**Question**

The table gives the calculated pressure of gallium antimonide, GaSb, in cells that differ only in volume. Negative pressure means that the crystal is held stretched.

Ansatz 0.2.0, density functional theory with PBEsol (scalar-relativistic, PAW, no spin polarization) for zincblende GaSb at fixed volumes. Plane-wave cutoff 420 eV, 12×12×12 k mesh for the two-atom cell, Gaussian smearing of 0.1 eV. Energies, at zero smearing, are relative to the elemental crystals in the same functional; pressure is positive in compression.

| volume (Å³/atom) | shortest distance (Å) | energy over elements (eV/atom) | pressure (GPa) |
| --- | --- | --- | --- |
| 25.106 | 2.536 | -0.040 | 8.940 |
| 25.962 | 2.564 | -0.080 | 6.090 |
| 27.075 | 2.600 | -0.111 | 3.050 |
| 27.136 | 2.602 | -0.112 | 2.900 |
| 27.354 | 2.609 | -0.116 | 2.390 |
| 27.674 | 2.620 | -0.120 | 1.680 |
| 28.625 | 2.649 | -0.124 | -0.170 |
| 29.386 | 2.672 | -0.120 | -1.420 |
| 29.991 | 2.691 | -0.113 | -2.290 |
| 30.241 | 2.698 | -0.110 | -2.620 |
| 31.383 | 2.732 | -0.086 | -3.920 |
| 32.313 | 2.758 | -0.061 | -4.770 |

(a) Why does the crystal resist squeezing more strongly than stretching? (b) Find a rule for the pressure that can be worked by hand, and apply it to the rows 25.962 and 31.383. (c) How accurate is it, and where must it fail?

**Model answer**

(a) Every cell has the same zincblende structure, in which symmetry fixes the bond angles. A change of volume therefore changes only the length of the bonds, all by the same factor. At zero pressure two forces balance: the bonding electrons pull neighbouring atoms together, and the overlapping electron clouds push them apart.

The push has the shorter range. Electrons of the same spin cannot share the same state, so crowding the clouds together forces up their kinetic energy, and this cost climbs steeply as the atoms approach. Squeezing thus brings in a repulsion that grows faster than the attraction, and each further step costs more pressure than the last. Stretching weakens both forces, and the crystal becomes softer.

This account is standard theory; the table does not separate the two forces. It does show the lopsidedness they should produce. In the smallest cell the bonds are about 0.11 Å shorter than at zero pressure, and the energy lies 0.084 eV/atom above the lowest in the table. In the largest cell the bonds are longer by about the same amount, yet the energy has risen by only 0.063 eV/atom.

(b) Let P be the pressure, V the volume per atom and V₀ the volume at zero pressure. A straight line between the rows 27.674 and 28.625 puts V₀ at 28.54 Å³/atom. The stiffness (bulk modulus) is B = −V dP/dV, the pressure gained per fractional loss of volume.

Taken between neighbouring rows, B falls from 85 GPa at the squeezed end to 29 GPa at the stretched end. A least-squares line through all eleven such values, plotted against pressure, gives 51 GPa at zero pressure and a slope of 4.7. Rounded for hand use, this is B = 50 GPa + 5P.

The rule follows in two steps. Since B = 5(P + 10 GPa), a 1% loss of volume raises the sum P + 10 GPa by about 5%, so this sum varies as 1/V⁵. It must equal 10 GPa at V₀, hence

P = 10 GPa × [(V₀/V)⁵ − 1].

This is the Murnaghan equation with rounded constants.

*Row 25.962, squeezed.* The ratio V₀/V is 28.54/25.962 = 1.099. Squaring it twice and multiplying once more by the ratio gives a fifth power of 1.60. The pressure is 10 × 0.60 = 6.0 GPa; the table has 6.09 GPa.

*Row 31.383, stretched.* The ratio is now 0.909 and its fifth power 0.62. The pressure is 10 × (0.62 − 1) = −3.8 GPa, against −3.92 GPa in the table.

(c) Over the whole table the rule misses the calculated pressure by at most 0.14 GPa, or by 4% where the pressure exceeds 1 GPa in size. Both worked rows helped to set the constants, so their agreement is not an independent test. A stricter trial keeps the exponent but takes the stiffness only from the rows 27.674 and 29.386. The largest miss is then 0.34 GPa, at the smallest cell.

On strong stretching the rule must fail. It lets the tension creep towards 10 GPa however far the atoms are drawn apart, whereas separated atoms exert none. The true tension has to pass a maximum and fade, and the table ends before that point.

On strong squeezing the rule is expected to overshoot, because the stiffness of a solid gains less with each further GPa, while the rule adds 5 GPa every time. The crystal sets an earlier limit. Real GaSb leaves the zincblende structure at roughly 7 GPa, a recalled value, so the smallest cell describes a structure that is no longer the stable one. The denser phase needs its own V₀ and stiffness.

**Remarks on the reasoning**

A tempting shortcut is a straight line in volume, P = 50 GPa × (1 − V/V₀). The smallest cell then comes out at 6.0 GPa instead of 8.94 GPa, because the stiffening under pressure has been left out. The straight line serves only close to V₀, where 1% of volume is worth about 0.5 GPa and 1% of bond length three times as much.

For the same reason, an error of 1% in V₀ shifts the estimate by about 0.5 GPa near V₀, and by nearly twice as much at the smallest cell. The calculation leaves out thermal expansion, so its V₀ should not be mixed with volumes measured on a warm crystal.

The calculated band gap closes between the rows 27.674 and 28.625, although real GaSb keeps a gap at its normal volume. This is a known weakness of such functionals. One set of constants nevertheless describes the pressure on both sides of the closure.

Gallium arsenide, with shorter and stronger bonds, would start from a smaller V₀ and a higher stiffness. The curve should bend the same way, since the repulsion there also outruns the attraction. The factor in front becomes its own stiffness divided by the exponent; an exponent of roughly 4 to 5 is expected for closely related semiconductors, but this table tests it for GaSb alone.
